# Amplitudon, phason and discommensuration in an incommensurate crystal

## Statement

A modulation of wave vector $\mathbf q_0$ is described by a slowly varying complex amplitude $Q=Ae^{i\varphi}$, the displacements being proportional to $\mathrm{Re}\,(Qe^{i\mathbf q_0\cdot\mathbf x})$. The free-energy density and the Lagrangian density are

$$F=-\tfrac12 r|Q|^2+\tfrac14u|Q|^4+\tfrac12D|\nabla Q|^2,\qquad \mathcal L=\tfrac12|\dot Q|^2-F,$$

with $r,u,D>0$. $Q$ is mass weighted, so $r$ is a squared angular frequency and $D$ a squared velocity. The wave vector $\boldsymbol\kappa$ of an excitation is counted from $\mathbf q_0$.

1. The equilibrium amplitude is $A_0^2=r/u$, and the phase is arbitrary.
2. The small oscillations are an amplitudon, $\omega_A^2=2r+D\kappa^2$, and a phason, $\omega_\varphi^2=D\kappa^2$.
3. A slow phase distortion costs $\tfrac12K(\nabla\varphi)^2$ with $K=DA_0^2=Dr/u$.
4. A lock-in term $V\cos p\varphi$, $V>0$, makes the phase equation a sine-Gordon equation. Its kink, the discommensuration, advances $\varphi$ by $2\pi/p$, has width parameter $d=\sqrt{K/V}/p$ and energy per area $\sigma=8\sqrt{KV}/p$.
5. If the gradient energy prefers a wave vector displaced by $\delta$ from the commensurate one, a wall costs $\sigma-2\pi K\delta/p$. The commensurate state is stable for $\delta<\delta_c=(4/\pi)\sqrt{V/K}$ and has a phason gap $\omega_\varphi^2(0)=p^2Vu/r$. For $\delta>\delta_c$ the walls form a lattice whose phason has no gap.

## Premises

(P1) One pair of wave vectors $\pm\mathbf q_0$ condenses. (P2) $\mathbf q_0$ is a minimum of the soft branch and is incommensurate with the lattice. A lattice translation $\mathbf t$ sends $Q\to Qe^{i\mathbf q_0\cdot\mathbf t}$, these phase factors are dense on the unit circle, and $F$ can therefore depend on $\varphi$ only through its gradients. (P3) $Q$ varies slowly on the scale $1/q_0$, so two gradients suffice. (P4) The treatment is mean field, undamped and free of defects. (P5) For items 4 and 5 the amplitude stays at $A_0$. For an anisotropic branch $D\kappa^2$ is read as $D_{ij}\kappa_i\kappa_j$.

## Equilibrium and normal modes

Since $\nabla Q=(\nabla A+iA\nabla\varphi)e^{i\varphi}$, and likewise for $\dot Q$,

$$\mathcal L=\tfrac12\dot A^2+\tfrac12A^2\dot\varphi^2+\tfrac12rA^2-\tfrac14uA^4-\tfrac12D(\nabla A)^2-\tfrac12DA^2(\nabla\varphi)^2 .$$

The gradient terms are non-negative, so the minimum of $F$ is uniform. With $f(A)=-rA^2/2+uA^4/4$, the condition $f'=A(-r+uA^2)=0$ gives $A_0^2=r/u$, where $f''=-r+3uA_0^2=2r>0$ and $f=-r^2/4u$.

Put $A=A_0+w$. The phase terms are already quadratic in derivatives of $\varphi$, so to second order $A$ is replaced by $A_0$ in them:

$$\mathcal L_2=\tfrac12\left[\dot w^2-2rw^2-D(\nabla w)^2\right]+\tfrac12A_0^2\left[\dot\varphi^2-D(\nabla\varphi)^2\right].$$

No term couples $w$ and $\varphi$. The Euler–Lagrange equations are $\ddot w=-2rw+D\nabla^2w$ and $\ddot\varphi=D\nabla^2\varphi$, and plane waves $e^{i(\boldsymbol\kappa\cdot\mathbf x-\omega t)}$ give item 2. The static part of the second bracket gives item 3. The factor $A_0^2$ multiplies both the inertia and the stiffness of the phase, so the phason velocity $\sqrt D$ stays finite as $r\to0$ while $K$ vanishes. A static disturbance of the amplitude decays as $e^{-x/\xi}$ with $\xi=\sqrt{D/2r}$.

The same result follows in the phonon basis of the parent phase. With $Q=A_0+\zeta$, $2w=\zeta+\zeta^*$ to first order and $\ddot\zeta=-r(\zeta+\zeta^*)+D\nabla^2\zeta$. The frozen wave couples the phonons at $\mathbf q_0+\boldsymbol\kappa$ and $-\mathbf q_0+\boldsymbol\kappa$. If the soft branch has a cubic term $\beta\kappa^3$ about its minimum, the dynamical matrix for the pair $(\zeta_\kappa,\zeta^*_{-\kappa})$ is

$$\begin{pmatrix}r+D\kappa^2+\beta\kappa^3&r\\ r&r+D\kappa^2-\beta\kappa^3\end{pmatrix},\qquad \omega^2=r+D\kappa^2\pm\sqrt{r^2+\beta^2\kappa^6}.$$

For $\beta=0$ the symmetric and antisymmetric combinations are the amplitudon and the phason. For $\beta\ne0$ the two mix and the phason is lowered by $\beta^2\kappa^6/2r$, with no gap. A uniform shift of $\varphi$ slides the wave through the lattice at no cost by (P2). Unlike the displacement in a sound wave, this motion moves atoms relative to one another, so its friction need not vanish as $\kappa\to0$.

## Lock-in term and the single discommensuration

Let $\mathbf q_c=\mathbf G/p$ lie near $\mathbf q_0$, with $\mathbf G$ a reciprocal lattice vector, and refer $Q$ to $\mathbf q_c$. Then $Q^p$ is invariant under lattice translations, and with a suitable origin of phase $F$ gains $v_pA^p\cos p\varphi$, which is $V\cos p\varphi$ with $V=v_pA_0^p$. Let $\mathbf q_0-\mathbf q_c=\delta\,\hat{\mathbf x}$, $\delta\ge0$. The gradient term becomes $\tfrac12D|(\partial_x-i\delta)Q|^2=\tfrac12D[A'^2+A^2(\varphi'-\delta)^2]$. The minima of $V\cos p\varphi$ lie at $p\varphi=\pi$ modulo $2\pi$, so set $\psi=p\varphi-\pi$. At constant amplitude, and up to a constant,

$$F=\frac{K}{2p^2}\psi'^2+V(1-\cos\psi)-\frac{K\delta}{p}\psi'+\tfrac12K\delta^2 .$$

For $V<0$ one takes $\psi=p\varphi$ and replaces $V$ by $|V|$. The kinetic energy is $A_0^2\dot\psi^2/2p^2$. The term linear in $\psi'$ is a total derivative and drops out of the equation of motion,

$$\ddot\psi=D\left(\psi''-d^{-2}\sin\psi\right),\qquad d^2=\frac{K}{p^2V}.$$

Linearising about $\psi=0$ gives $\omega_\varphi^2=D/d^2+D\kappa^2$, with $D/d^2=p^2V/A_0^2=p^2Vu/r$. The ratio of the squared gaps is $\omega_\varphi^2(0)/\omega_A^2(0)=\xi^2/d^2$.

Multiplying the static equation by $\psi'$ and integrating gives

$$\frac{K}{2p^2}\psi'^2=V(1-\cos\psi)+B .$$

A wall between commensurate domains has $\psi'\to0$ as $\psi\to0$ and $2\pi$, so $B=0$ and $\psi'=(2/d)\sin(\psi/2)$. Separating variables, $\ln\tan(\psi/4)=(x-x_0)/d$, or

$$\psi=4\arctan e^{(x-x_0)/d},\qquad \psi'=\frac2d\,\mathrm{sech}\frac{x-x_0}{d}.$$

The length $d$ is the decay length of the tails; the total change $2\pi$ divided by the central slope is $\pi d$. With $B=0$ the gradient and lock-in energies are equal at each point, so

$$\sigma=\frac{K}{p^2}\int\psi'^2dx=\frac{K}{p^2}\int_0^{2\pi}\frac2d\sin\frac\psi2\,d\psi=\frac{8K}{p^2d}=8Vd=\frac{8\sqrt{KV}}{p}.$$

The total-derivative term adds $-(K\delta/p)\,2\pi$ per wall. The sum changes sign at $\delta_c=p\sigma/2\pi K=(4/\pi)\sqrt{V/K}=4/(\pi pd)$.

On the wall $\cos\psi=1-2\,\mathrm{sech}^2[(x-x_0)/d]$, and small oscillations obey $\omega^2\chi=D[-\chi''+d^{-2}\cos\psi\,\chi]$. Differentiating the static equation shows that $\chi=\psi'$ solves this with $\omega=0$. It is the translation of the wall, and being nodeless it is the lowest state, so the wall is stable.

## Lattice of discommensurations

For $B>0$ define the modulus $\mu$ by $\mu^{-2}=1+B/2V$. Then $\psi'=(2/\mu d)\sqrt{1-\mu^2\cos^2(\psi/2)}$. With $\mathbf K(\mu)$ and $\mathbf E(\mu)$ the complete elliptic integrals of modulus $\mu$, the wall spacing and the action integral are

$$L=\int_0^{2\pi}\frac{d\psi}{\psi'}=2\mu d\,\mathbf K,\qquad W=\frac{K}{p^2}\int_0^{2\pi}\psi'd\psi=\sigma\,\frac{\mathbf E}{\mu}.$$

The first integral gives $(K/p^2)\,\partial\psi'/\partial B=1/\psi'$, hence $dW/dB=L$, and it gives $W-BL$ for the gradient plus lock-in energy per period. With $S=2\pi K\delta/p=\sigma\delta/\delta_c$ the mean density is $\bar F=\tfrac12K\delta^2+(W-BL-S)/L$, and

$$\frac{d\bar F}{dB}=-\frac{W-S}{L^2}\frac{dL}{dB}.$$

Since $dL/dB<0$ and $W$ grows with $B$, the minimum lies at $W=S$:

$$\frac{\mathbf E(\mu)}{\mu}=\frac{\delta}{\delta_c},\qquad \bar F=\tfrac12K\delta^2-B .$$

The left side is at least 1, so a lattice exists only for $\delta>\delta_c$, and there it lies below the commensurate state by $B$. Eliminating $d$ gives $L=L_0\,4\mathbf K\mathbf E/\pi^2$ with $L_0=2\pi/p\delta$, the sinusoidal value reached as $\mu\to0$. For $\mu'^2=1-\mu^2\to0$, use $\mathbf K\simeq\ln(4/\mu')$ and $\mathbf E\simeq1+\tfrac12\mu'^2[\ln(4/\mu')-\tfrac12]$. The logarithms cancel in $W-BL=\sigma(1+\mu'^2/4)$, and $\mu'^2=16e^{-L/d}$, so the energy per wall is $\sigma+4\sigma e^{-L/d}$. The walls repel, and $L$ diverges logarithmically as $\delta\to\delta_c$.

The function $\psi'$ is again a nodeless zero mode, now periodic, and so forms the bottom of the lowest band. For its velocity take $\psi(x-X)$ with $X(x,t)$ slow. The mean kinetic energy is $\tfrac12(W/DL)\dot X^2$, because $\langle\psi'^2\rangle=p^2W/KL$. The mean gradient $\Lambda=2\pi/L$ changes to $\Lambda(1-X')$. For $e(\Lambda)=(W-BL)/L$ one finds $de/d\Lambda=W/2\pi$ and $\Lambda^2d^2e/d\Lambda^2=-L/(dL/dB)$. With $d(\mu\mathbf K)/d\mu=\mathbf E/\mu'^2$ and $dB/d\mu=-4V/\mu^3$,

$$c^2=-\frac{DL^2}{W\,dL/dB}=D\left(\frac{\mu'\mathbf K}{\mathbf E}\right)^2 ,$$

which goes from $D$ in the sinusoidal limit to zero at lock-in.

## Coefficients for quartz

In quartz the modulation arises from a strain-gradient coupling, the mechanism proposed by Aslanyan and Levanyuk in 1979. The order parameter $\eta$ of the $\beta$–$\alpha$ transition is real, belongs to the zone centre, and changes sign under the sixfold rotation of point group 622. Take $x$ along a twofold axis that survives in the $\alpha$ phase, so that $y$ is a $\Gamma$–M direction. Normalise $\eta$ to kinetic energy $\dot\eta^2/2$, let $\mathbf U$ be the elastic displacement with strain $U_{ij}$, and keep wave vectors in the basal plane:

$$F=\tfrac12\omega_0^2\eta^2+\tfrac14b\eta^4+\tfrac12g(\nabla\eta)^2+\tfrac12h(\nabla^2\eta)^2+f\eta\left[\partial_x(U_{xx}-U_{yy})-2\partial_yU_{xy}\right]+F_{\rm el},$$

with $\omega_0^2=\alpha_0(T-T_0)$. The bracket transforms as $x^3-3xy^2$, as $\eta$ does. For $\mathbf k=k(\cos\theta,\sin\theta)$ it equals $-k^2\,\mathbf n\cdot\mathbf U$ with $\mathbf n=(\cos2\theta,-\sin2\theta)$, which makes the angle $3\theta$ with $\mathbf k$. The basal plane is elastically isotropic in class 622, with longitudinal modulus $C_{11}$ and transverse modulus $C_{66}=(C_{11}-C_{12})/2$. Minimising over $\mathbf U$ replaces $g$ by

$$g_{\rm eff}(\theta)=g-f^2\left[\frac{\cos^23\theta}{C_{11}}+\frac{\sin^23\theta}{C_{66}}\right].$$

As $C_{66}<C_{11}$, the minima lie along the six $\Gamma$–M directions. Along $y$ only $U_x$ couples, and the dynamics obey $(\omega^2-\omega_0^2-gk^2-hk^4)(\rho\omega^2-C_{66}k^2)=f^2k^4$. Dividing by the second factor and expanding for $\omega\ll v_Tk$, $v_T^2=C_{66}/\rho$,

$$m\omega^2=\omega_0^2+g_{\rm eff}k^2+hk^4,\qquad m=1+\rho f^2/C_{66}^2 .$$

The acoustic inertia is not a small correction: $m-1=(f^2/C_{66})/v_T^2$, and the instability needs $f^2/C_{66}>g$. For $g_{\rm eff}<0$ the minimum is at $q_0^2=-g_{\rm eff}/2h$, and $m\omega^2=\omega_0^2-\Delta+h(k^2-q_0^2)^2$ with $\Delta=hq_0^4$. The branch softens at $T_i$, where $\alpha_0(T_i-T_0)=\Delta$. Put $\eta=\sqrt{2/m}\,\mathrm{Re}(Qe^{iq_0y})$. Averaging over a period gives $m\langle\dot\eta^2\rangle=|\dot Q|^2$ and $\langle\eta^4\rangle=3|Q|^4/2m^2$. Expanding $h(k^2-q_0^2)^2=h(4q_0^2\kappa^2+4q_0\kappa^3+\kappa^4)$ along $y$, and $g_{\rm eff}$ to second order in the angle $\kappa_x/q_0$,

$$r=\frac{\alpha_0(T_i-T)}{m},\quad u=\frac{3b}{2m^2},\quad D_y=\frac{4\Delta}{mq_0^2},\quad \beta=\frac{D_y}{q_0},\quad D_x=9\,\frac{m-1}{m}\,v_T^2\left(1-\frac{C_{66}}{C_{11}}\right).$$

Items 1 to 3 then hold for a single-$q$ modulation. Items 4 and 5 do not describe the transition to $\alpha$-quartz. That phase has $\mathbf q_c=0$ and a real order parameter, so it has no phase variable, and its walls are Dauphiné twin walls in which $\eta$ passes through zero.

## Range of validity

**Gradient expansion.** It needs $\kappa\ll q_0$ and $q_0\xi\gg1$; in the quartz model $q_0\xi_y=\sqrt{2(T_i-T_0)/(T_i-T)}$. The cubic term lowers $\omega_\varphi^2$ by the fraction $(\kappa\xi_y)^2(\kappa/q_0)^2$. The form $D_x\kappa_x^2$ needs $\kappa_x\ll q_0/3$. The third harmonic is driven by $b\eta_1^3/4$, where $\eta=\eta_1\cos q_0y$ and $b\eta_1^2=4mr/3$, against a stiffness of about $h(8q_0^2)^2=64\Delta$, so $|\eta_3/\eta_1|\approx mr/192\Delta$.

**Constant amplitude.** Varying $F$ with respect to $A$ and linearising about the commensurate domain gives $2rw-Dw''=-DA_0(\varphi'^2-2\delta\varphi')-(pV/A_0)(1+\cos p\varphi)$. At the wall centre $\varphi'=2/pd$ and $\cos p\varphi=1$. For $d\gg\xi$ and $\delta=\delta_c$ this yields $w/A_0=-(2p+4-16/\pi)\,\xi^2/p^2d^2$, or $-0.55\,(\xi/d)^2$ for $p=3$. The sine-Gordon results hold for $d\gg\xi$.

**Strain.** A term $\lambda|Q|^2e+\tfrac12Ce^2$ in a uniform strain $e$ changes the static coefficient to $u_f=u-2\lambda^2/C$, so $A_0^2=r/u_f$. The amplitudon oscillates at fixed strain when $\omega_A$ exceeds the acoustic frequency at the same $\kappa$, and then $\omega_A^2(0)=2uA_0^2=2ru/u_f$. For $u_f=u/2$ the frequency rises by 41 per cent. The same kind of coupling can turn lock-in discontinuous.

**Damping.** A friction term $\gamma\dot Q$ gives $\omega^2+i\gamma\omega=\omega_{A,\varphi}^2$. A mode oscillates only if $\omega_{A,\varphi}>\gamma/2$. The phason is diffusive for $\kappa<\gamma/2\sqrt D$, with relaxation rate tending to $D\kappa^2/\gamma$.

**Fluctuations.** By equipartition the $r$-dependent part of $\langle w^2\rangle$ is $k_BT\int\frac{d^3\kappa}{(2\pi)^3}\left[\frac{1}{2r+D\kappa^2}-\frac{1}{D\kappa^2}\right]=-k_BT\sqrt{2r}/4\pi D^{3/2}$, with $D^{3/2}\to\sqrt{D_xD_yD_z}$ under anisotropy. Mean-field theory needs its magnitude to be small against $A_0^2$.

**Several wave vectors and defects.** Unstressed quartz typically takes a triple-$q$ structure over most of the incommensurate range, and the single-$q$ state is typically obtained under uniaxial stress in the basal plane. With $\mathbf q_1+\mathbf q_2+\mathbf q_3=0$ the sum $\Phi=\varphi_1+\varphi_2+\varphi_3$ is unchanged by translations and enters $F$ directly, for instance as $\cos2\Phi$ from $\eta^6$. That combination has a gap, two phasons remain gapless, and terms $|Q_i|^2|Q_j|^2$ split the three amplitudons. Defects break (P2) locally and pin the phase.

## Numerical illustration

**Single-$q$ quartz, 1 K below $T_i$, $T\approx846$ K.** The compiled values at 298 K are $a=4.9137$ Å and $c=5.4047$ Å (Sutter 2016), $C_{11}=86.79$ GPa and $C_{12}=6.986$ GPa (Xie 2023). They belong to $\alpha$-quartz and stand in for values at the transition. Three SiO$_2$ units of 60.084 u in the cell volume $\tfrac{\sqrt3}{2}a^2c=113.0$ Å$^3$ give $\rho=2.65$ g/cm$^3$. Then $C_{66}=39.90$ GPa, $v_T=3.88$ km/s and $a^*=4\pi/\sqrt3a=1.477$ Å$^{-1}$.

The other inputs are approximate or assumed. The modulation has typically $q_0\approx0.03\,a^*$, which is 0.0443 Å$^{-1}$, a period of 14 nm, and the phase is typically about 1.5 K wide. The slope $\alpha_0/4\pi^2=2.5\times10^{-3}$ THz$^2$/K corresponds to a soft mode of roughly 1 THz some 400 K above $T_0$. Assumed are $T_i-T_0=10$ K, $m=2$, $\sqrt{D_z}=5$ km/s, $\gamma/2\pi=0.3$ THz for the mixed mode, and a mass-weighted root-mean-square displacement $s=0.05$ Å, so that $A_0^2=\rho s^2=6.6\times10^{-20}$ kg/m. The set is consistent with a positive bare coefficient: $g=(m-1)v_T^2-2\Delta/q_0^2$ gives $\sqrt g=2.2$ km/s.

| quantity | expression | model value |
|---|---|---|
| amplitudon gap | $\sqrt{2r}/2\pi$ | 50 GHz (1.7 cm$^{-1}$) |
| phason velocity along $\mathbf q_0$ | $\sqrt{D_y}$ | 3.2 km/s |
| phason velocity along $x$ | $\sqrt{D_x}$ | 6 km/s |
| healing lengths | $\xi_y,\ \xi_x$ | 10 nm, 19 nm |
| phase stiffness | $K_y=D_yA_0^2$ | 0.67 pJ/m |
| condensation energy | $rA_0^2/4$ | 0.8 kJ/m$^3$ |

The conditions on the expansion are met. One has $q_0\xi_y=4.5$ and $|\eta_3/\eta_1|\approx5\times10^{-4}$. The acoustic frequency at $q_0$ is $v_Tq_0/2\pi=0.27$ THz, so the parameter $(\omega_A/v_Tq_0)^2$ of the expansion that defines $m$ is 0.033. The fluctuation ratio is about 0.05.

The undamped premise fails. The amplitudon gap is below $\gamma/4\pi=0.15$ THz, and its slow root $\gamma/2-\sqrt{\gamma^2/4-\omega_A^2}$ is $2\pi\times8.6$ GHz, a relaxation time of 19 ps. It stays overdamped unless strain clamping gives $u/u_f>9$. The phason would propagate along $y$ only for $\kappa>0.67\,q_0$, outside the gradient expansion. It is therefore a diffusion mode with $D_y/\gamma=0.05$ cm$^2$/s, and a phase distortion of wavelength 1 µm relaxes in about 5 ns. With friction, $2r$ and $D\kappa^2$ keep their meaning as inverse static susceptibilities.

An umklapp lock-in near $q_0$ would need $p=33$. For $\delta=(1/33-0.03)\,a^*$ the threshold is $V_c=\pi^2K_y\delta^2/16=8$ J/m$^3$. A rough scale for $V$, if symmetry admits the term, is $C_{66}(s/\ell)^{33}$ with $\ell\approx1.6$ Å a typical Si–O bond length, which is $9\times10^{-40}$ J/m$^3$. The lattice does not pin the phase.

These numbers are the model's and rest on assumed $\alpha_0$, $T_i-T_0$, $m$, $s$ and $\gamma$; they fix orders of magnitude only. As typical knowledge, $C_{66}$ of $\beta$-quartz is near 50 GPa, which would raise $v_T$ by about 12 per cent at fixed density, while $C_{11}$ varies strongly near the transition, so $\sqrt{D_x}$ is good to one figure at best.

**Discommensurations in a layered metal.** Items 4 and 5 apply more directly to the charge-density wave of 2H-TaSe$_2$, for which McMillan introduced discommensurations in 1976. Take $p=3$, $a\approx3.44$ Å and a typical misfit at onset of $\delta\approx0.02\,a^*/3$, which is 0.0141 Å$^{-1}$; the wave vector lies below $a^*/3$, which only reverses the sense of the walls. At onset $V/K\propto A_0\to0$, so the onset misfit is the $\delta$ of the model if that coefficient does not depend on temperature. The sinusoidal spacing is $L_0=15$ nm, and lock-in occurs when $d$ has fallen to $4/\pi p\delta=3.0$ nm. At $\mu=0.9$, $\mathbf K=2.281$ and $\mathbf E=1.172$, so $\delta/\delta_c=1.30$ and $V/K$ is 0.59 of its lock-in value. Then $d=3.9$ nm, $L=1.08\,L_0=16$ nm and $c=0.85\sqrt D$. Well-separated walls thus appear only close to lock-in. These lengths are those of the single-$q$ model. The real wave is triple-$q$ and its lock-in is typically first order, so the divergence of $L$ and the vanishing of $c$ that the model predicts are cut off at a finite spacing.